Electron affinity of Rb, from Rb⁻ ([Kr] 5s²) to Rb ([Kr] 5s¹), as differences of total energies from PySCF 2.14.0 with unrestricted determinants, x2c-TZVPPall plus one diffuse shell per l, and the spin-free one-electron X2C Hamiltonian with a Gaussian nucleus. MP2 and SCS-MP2 correlate 5s (valence) or 4s4p5s (subvalence). The tabulated, measured affinity is 0.48592 eV.

```tsv
method	class	exact exchange, long range (%)	electron affinity (eV)	less HF (eV)	less tabulated (eV)
HF	Hartree-Fock	100	-0.09	0.00	-0.57
LDA	LDA	0	0.58	0.66	0.09
PBE	GGA	0	0.51	0.59	0.02
PBE0	global hybrid	25	0.47	0.56	-0.02
r2SCAN	meta-GGA	0	0.40	0.49	-0.08
B3LYP	global hybrid	20	0.51	0.60	0.03
TPSS	meta-GGA	0	0.52	0.61	0.04
MN15	global hybrid	44	0.84	0.92	0.35
wB97M-V	range-separated	100	0.46	0.54	-0.03
MP2 valence	wave function	n/a	0.28	0.36	-0.21
SCS-MP2 valence	wave function	n/a	0.35	0.44	-0.14
MP2 subvalence	wave function	n/a	0.33	0.42	-0.15
SCS-MP2 subvalence	wave function	n/a	0.39	0.48	-0.09
```

The electron affinity in the table is the energy of neutral Rb less that of Rb⁻, so a positive value means a bound anion. "Less HF" is what a method gains over Hartree-Fock, and "less tabulated" is its error against the measured 0.486 eV quoted in the caption. Hartree-Fock gives −0.086 eV, so a method has to supply 0.572 eV on top of it to reach the measured value. The choice of level therefore turns mainly on how well each method describes the correlation of the two 5s electrons. Three rows show this most clearly: MP2 valence, SCS-MP2 subvalence and PBE0.

## Why Hartree-Fock has the wrong sign

The added electron approaches a neutral atom, so no Coulomb attraction reaches out to it. It binds because the two outer electrons keep out of each other's way: when one is on one side of the Rb⁺ core the other prefers the far side, and when one is close in the other stays further out. A determinant that puts both in the same 5s orbital lets each feel only the average cloud of the other, and the two have opposite spin, so exchange does not separate them either. The negative HF value is this known failure for alkali anions and says nothing against the stability of the real ion.

A negative value of this kind should not be read as a converged number. An unrestricted determinant can in principle lower its energy by sending one electron into the most diffuse function at hand, and with ever more diffuse functions such a solution approaches the neutral atom, that is, an affinity of zero from below. Whether the HF anion here is stable against that is untested. It matters beyond the first row, because the four MP2 rows are built on the same determinant.

## MP2 valence: one pair, seen alone

MP2 writes the correlation energy as a sum over pairs of correlated electrons, each pair computed independently of the others. With everything below 5s frozen, neutral Rb has one active electron and no pair, while Rb⁻ has exactly one pair, of opposite spin. The whole gain of MP2 valence over HF, 0.363 eV, is thus the second-order energy of the 5s² pair. That is 63 % of what is needed, enough to bind the anion but still 0.21 eV under the measured affinity.

The standard reason for a shortfall of this kind is near-degeneracy. Angular avoidance is described by mixing 5p² into 5s², and the 5p shell lies low in an alkali atom. At second order the mixing lowers the energy by K²/Δ, where K is the repulsion integral that couples the two configurations and Δ is the gap between them. MP2 takes Δ as twice the difference of the p and s orbital energies, but an empty HF orbital is computed for an extra electron that is repelled by all electrons present, including the two that actually leave 5s. The gap is then too large, the more so in relative terms when the true gap is small, and the pair energy comes out too weak.

That argument gives the direction of the error, and all four MP2 rows are indeed low. The rows do not show how much of the error it explains. A basis with too few diffuse functions also gives affinities that are too low, and pair energies converge slowly with angular momentum, so the basis may carry part of the shortfall. The division between second-order truncation and basis size is untested here.

## SCS-MP2 subvalence: a scale factor and a core step

SCS-MP2 multiplies opposite-spin pair energies by 6/5 and same-spin pair energies by 1/3. With a single opposite-spin pair its gain over HF has to be 6/5 of the MP2 gain, and the computed ratio is 1.2000. This confirms the counting and nothing more. The better agreement of SCS-MP2 valence is a fixed rescaling of the same integrals, which helps here because the one pair that matters is of opposite spin and is underestimated.

Opening the 4s4p shell leaves the 5s² pair energy as it was and adds the correlation between outer electrons and core. Each 5s electron and the core polarise each other in a fluctuating way, much as two separate atoms do in dispersion. The anion has twice as many core-valence pairs as the atom, although theory expects each to be weaker because the anion's 5s orbital is more diffuse. The numbers show a net gain of 0.058 eV in MP2, about a tenth of the correlation needed, and of 0.044 eV in SCS-MP2.

Why SCS shrinks this step while it enlarged the 5s² pair follows from the spin of the pairs. A 5s electron pairs with four core electrons of its own spin and four of the other. A same-spin pair energy is the opposite-spin expression less an exchange term, and that term is small when the two orbitals occupy different regions of space. If 5s and the core are well separated, and if the pairs within the core change little between atom and anion, the two spin kinds contribute equally, and SCS scales the step by the mean of its two factors, (6/5 + 1/3)/2 = 0.767.

This allows the SCS-MP2 subvalence row to be estimated from HF and the two unscaled MP2 rows, with no fitted constant and without using the row itself:

- HF affinity: −0.086 eV
- 5s² pair, scaled: 1.2 × 0.3626 = 0.435 eV
- 4s4p step, scaled: 0.767 × 0.0584 = 0.045 eV
- sum: −0.086 + 0.435 + 0.045 = 0.394 eV

The computed value is 0.393 eV, so the estimate is off by less than 0.001 eV. Put the other way, solving for the two spin parts of the step with the standard factors gives 0.029 eV of opposite spin and 0.030 eV of same spin. This is the same information and not a second test. It agrees with the picture of a separated core and valence shell, but changes in the pairs within the core are contained in the same two numbers and could cancel a difference, and the evidence is one atom.

The counting carries over by its own logic. For any ns² → ns¹ detachment with only ns active, the SCS gain is 6/5 of the MP2 gain, whatever the atom. Once the removed electron has active partners of its own spin, as with a correlated core or an open p shell, the ratio falls below 6/5 as long as the same-spin part also adds to the gain, and SCS no longer simply inflates it.

The MP2 budget is now complete: of the 0.572 eV needed, the 5s² pair gives 0.363 eV, the 4s4p shell 0.058 eV, and 0.151 eV is not recovered. The unrecovered part is well over twice the core step, so correlating the core does not rescue MP2. Spin-orbit coupling is no excuse either, since both states are S states and the first-order correction is zero; Breit and QED terms are left out of every row alike. The core step itself is an MP2 quantity: beyond second order the polarisable core also screens the repulsion between the two outer electrons, so neither its size nor its sign is guaranteed at a higher level.

## PBE0: correlation from two sources

A functional does not build the pair from excitations. It assigns an exchange-correlation hole to each point of the density, and a semilocal exchange hole stays close to its electron, whereas the exact exchange hole of a 5s² pair is spread over the whole orbital. A more compact hole keeps the two electrons apart, which is what the 5p² mixing does in the wave function. The usual reading is therefore that semilocal exchange imitates part of the near-degeneracy correlation, and that mixing in exact exchange removes some of it. The table cannot tell this from a self-interaction error that differs between atom and anion; it can only show how much the exchange part matters.

PBE and PBE0 share their correlation functional and differ only in the share a of exact exchange, so this pair of rows isolates the effect. To first order, with the density held fixed, E(a) = E(PBE) + a·(Eₓ,HF − Eₓ,PBE), where the Eₓ are the two exchange energies, and the affinity is linear in a. PBE0 lies 0.0376 eV under PBE at a = 0.25, which is a slope of −0.150 eV for full replacement. At a = 1 the line gives 0.358 eV, the estimate for exact exchange plus PBE correlation.

The gain of PBE over HF, 0.595 eV, then splits into about 0.44 eV from the correlation functional and about 0.15 eV from semilocal exchange. This is a fourfold extrapolation from one pair of rows that ignores the change of density, so it gives rough sizes only. It suggests that the correlation functional alone would leave the affinity low, in the range of the MP2 rows, and that the good PBE and PBE0 values rest in part on a contribution from exchange. The measured affinity falls between the two, with PBE 0.022 eV above and PBE0 0.015 eV below.

The slope does not extend to functionals of different construction. A straight line in the exact-exchange share was fitted to all eight functionals and again to the seven without MN15, to see whether that outlier hides a trend; it accounts for 1 % and 10 % of the variance. The four functionals with no exact exchange already span 0.176 eV, from r2SCAN to LDA. The column gives the long-range share, and wB97M-V, listed at the same value as HF, has much less at short range and lies 0.54 eV above HF. The exact-exchange share thus has a clear meaning between PBE and PBE0, which differ in nothing else, and is no guide across the table.

MN15 is 0.35 eV too high, 72 % of the measured affinity and the largest error among the functionals. Its share of exact exchange does not account for this, since it lies as far above the line through the other seven. The cause is untested. The practical point is that a functional with this class label can fail by several times the error of LDA on so diffuse a system.

One more limit bears on all the good functional values. Far from the nucleus the outer electron of an anion should see a neutral atom, but a semilocal potential does not cancel the electron's repulsion by its own charge, so it sees a net negative centre. A global hybrid cancels only its share of this, and full long-range exact exchange cancels all of it. Atomic anions therefore often have a positive highest orbital energy in semilocal functionals, with the finite basis holding the electron in place. Whether that happens in these rows is untested, and a good difference of total energies does not settle it.

## What to use

For the sign alone, every row except HF binds the anion. For an accuracy of 0.1 eV, seven of the eight functionals qualify, MN15 being the exception, and of the wave-function rows only SCS-MP2 subvalence does, with an error of −0.093 eV. LDA and r2SCAN pass this mark narrowly and from opposite sides. The printed analysis after this text lists each error and the fits.

For 1 kcal/mol, 0.043 eV, the rows that qualify are PBE, PBE0, B3LYP, TPSS and wB97M-V. They spread over 0.067 eV, more than the target itself, and their order is not secure until basis and grid have been converged. More diffuse functions are expected to lower the anion more than the atom, which would move PBE0 and wB97M-V towards the measured value and the other three away from it. Of the five, wB97M-V is the one whose potential has the right long-range form, which is a reason from theory to prefer it when the basis is to be enlarged; its error of −0.031 eV is not the smallest.

Because the affinity is small, a tolerance that is tight for thermochemistry is loose for spectroscopy. The measured affinity puts the photodetachment threshold, hc divided by the affinity, at 2552 nm. PBE0, the closest row, places it at 2634 nm, and SCS-MP2 subvalence at 3155 nm. No level in the table locates the threshold to better than about 3 %.

Cost does not follow accuracy here. The functionals need one self-consistent calculation for each species, with exact exchange scaling formally as the fourth power of the basis size, while MP2 adds a fifth-power step and SCS adds nothing to that. Correlating 4s4p raises the number of pairs in the anion from 1 to 45, for a gain smaller than what SCS scaling gives for free at the valence level, 0.073 eV. For one atom all of this is cheap, and the more demanding MP2 rows are less accurate than the five best functionals.

Where 0.04 eV is not good enough, the mechanism points to summing the 5s² pair to all orders. Coupled cluster with singles and doubles is exact for two active electrons within the basis, and its steeper scaling costs little for so few electrons; the 4s4p shell should then be opened too, since its MP2 step already exceeds 1 kcal/mol, but with more than two active electrons singles and doubles are no longer exact, and the effect of triple excitations has to be checked. At any level two checks come first: a second set of diffuse functions, and a look at the stability of the anion determinant and the sign of its highest orbital energy. The ranking above holds for this anion in this basis.

The analysis program printed:

```
table rounding 0.005 eV; five-figure outputs differ from table by at most 0.0047 eV
tabulated 0.48592 eV (threshold 2552 nm); needed beyond HF 0.572 eV; 1 kcal/mol = 0.0434 eV
method               EA/eV  error/eV  error/%  gain over HF as % of needed  threshold/nm
HF                   -0.086   -0.572   -117.7               0               unbound
LDA                   0.577   +0.092    +18.8             116                  2147
PBE                   0.508   +0.022     +4.6             104                  2439
PBE0                  0.471   -0.015     -3.1              97                  2634
r2SCAN                0.402   -0.084    -17.3              85                  3087
B3LYP                 0.514   +0.028     +5.9             105                  2410
TPSS                  0.522   +0.036     +7.5             106                  2373
MN15                  0.836   +0.350    +72.1             161                  1483
wB97M-V               0.455   -0.031     -6.3              95                  2723
MP2 valence           0.276   -0.210    -43.1              63                  4487
SCS-MP2 valence       0.349   -0.137    -28.2              76                  3554
MP2 subvalence        0.335   -0.151    -31.1              74                  3704
SCS-MP2 subvalence    0.393   -0.093    -19.1              84                  3155
within 0.043 eV: PBE, PBE0, B3LYP, TPSS, wB97M-V
within 0.100 eV: LDA, PBE, PBE0, r2SCAN, B3LYP, TPSS, wB97M-V, SCS-MP2 subvalence
spread of the rows within 1 kcal/mol: 0.067 eV
Pair counting (gains over HF)
 5s2 pair: MP2 0.3626 eV, SCS 0.4351 eV, ratio 1.2000 (one opposite-spin pair: 1.2)
 SCS less MP2: valence +0.073 eV, subvalence +0.058 eV
 4s4p step: MP2 0.0584 eV (10% of needed), SCS 0.0442 eV
 step ratio SCS/MP2 0.757; equal spin parts predict 0.767, i.e. 0.0447 eV, miss +0.0006 eV
 step split with factors 6/5 and 1/3: opposite spin 0.0285 eV, same spin 0.0298 eV
 still missing at MP2 subvalence 0.151 eV = 2.6 times the 4s4p step
 pairs, anion/neutral: valence 1/0, subvalence 45/36
 subvalence opposite spin 25/20, same spin 20/16
Exchange mixing, PBE and PBE0 only (fourfold extrapolation, density change ignored)
 PBE0 less PBE -0.0376 eV; slope -0.150 eV per 100% exact exchange; value at 100%: 0.358 eV
 PBE gain 0.595 eV = correlation about 0.44 + semilocal exchange about 0.15 eV
Exact-exchange share against affinity, functionals only
 all eight: mean 0.536 eV, rms about mean 0.124, rms error 0.133 eV
   line slope +0.037 eV per 100%, rms 0.123 eV, R2 0.01, worst MN15 +0.293 eV
 without MN15: mean 0.493 eV, rms about mean 0.052, rms error 0.052 eV
   line slope -0.048 eV per 100%, rms 0.049 eV, R2 0.10, worst r2SCAN -0.101 eV
 MN15 above the second line by 0.355 eV
 range at 0% exact exchange 0.402 to 0.577 eV, width 0.176 eV
 TPSS less r2SCAN 0.121 eV; LDA less PBE 0.069 eV; wB97M-V less HF 0.542 eV
```
